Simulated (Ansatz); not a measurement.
**Al3GaN4: moving Ga off its site**

Al3GaN4, Pm, a = 5.038 Å, b = 3.125 Å, c = 5.410 Å, β = 90.0°. The structure is a Materials Project entry; whether it is the stable form wasn't checked. Ansatz: r2SCAN, PAW, 500 eV, Γ-centred 6×8×4 mesh on 8 atoms, Gaussian smearing 0.05 eV; no spin polarisation.

```
CELL_PARAMETERS angstrom
5.03808 0.00000 0.00006
0.00000 3.12495 0.00000
-0.00329 0.00000 5.41039
ATOMIC_POSITIONS crystal
Al 0.50022 0.50000 0.16726
Al 0.00067 0.50000 0.83490
Al 0.00100 0.00000 0.33164
Ga 0.49949 0.00000 0.66620
N 0.11071 0.00000 0.66632
N 0.12268 0.50000 0.16713
N 0.62541 0.50000 0.84068
N 0.62341 0.00000 0.32586
```

Atom 4 (Ga) moves by x along the unit vector (0.707, -0.707, 0.000), with its periodic images; all else is held. y is the free energy of the cell over the start, F the force along the path summed over the moved atoms.

| x (Å) | y (meV) | F (eV/Å) |
| --- | --- | --- |
| -0.3000 | 723.9 | 4.79 |
| -0.2250 | 408.9 | 3.61 |
| -0.1500 | 182.8 | 2.42 |
| -0.0750 | 46.1 | 1.22 |
| 0.0000 | 0.0 | 0.00 |
| 0.0750 | ? | ? |
| 0.1500 | 191.7 | -2.60 |
| 0.2250 | 439.8 | -4.03 |
| 0.2625 | 605.1 | -4.79 |
| 0.3000 | 799.6 | -5.59 |

Task: Fit y = c2 x² + c3 x³ + c4 x⁴ to the energies of the other rows, give the force constant, and predict energy and force of the missing row.

Result: Least squares on the rows shown. y = 8274.9 x² + 1391.8 x³ + 2095.0 x⁴. The force constant is 2 c2 = 16.5 eV/Å² (for all images moving together, not for a lone atom). The force −dy/dx at the missing row is -1.27 eV/Å (computed -1.27). At x = 0.0750 the fit asked for gives 47.2 meV. The run gave 47.2 meV, the same to the digits shown.

The Ga site sits in a stiff, nearly harmonic well along this line, with a modest asymmetry: at equal displacement, the positive side costs more energy. The geometry explains the sign. Positive motion drives Ga rather directly towards one N neighbour while it draws away from the N lying along a. Negative motion approaches the latter more obliquely, so short-range Ga–N repulsion rises less steeply. The mirror plane through Ga forbids odd terms for displacement purely along b, so the cubic term depends on the component along the polar a direction. The same symmetry removes the quadratic coupling between a and b, making 16.5 eV/Å² the average of the stiffnesses along these two directions, not a measure of either alone.

The agreement at the missing row supports a smooth interpolation within the sampled range, but doesn't test the polynomial beyond it. A phonon frequency would also require the coupling of Ga to the other atoms' motion.
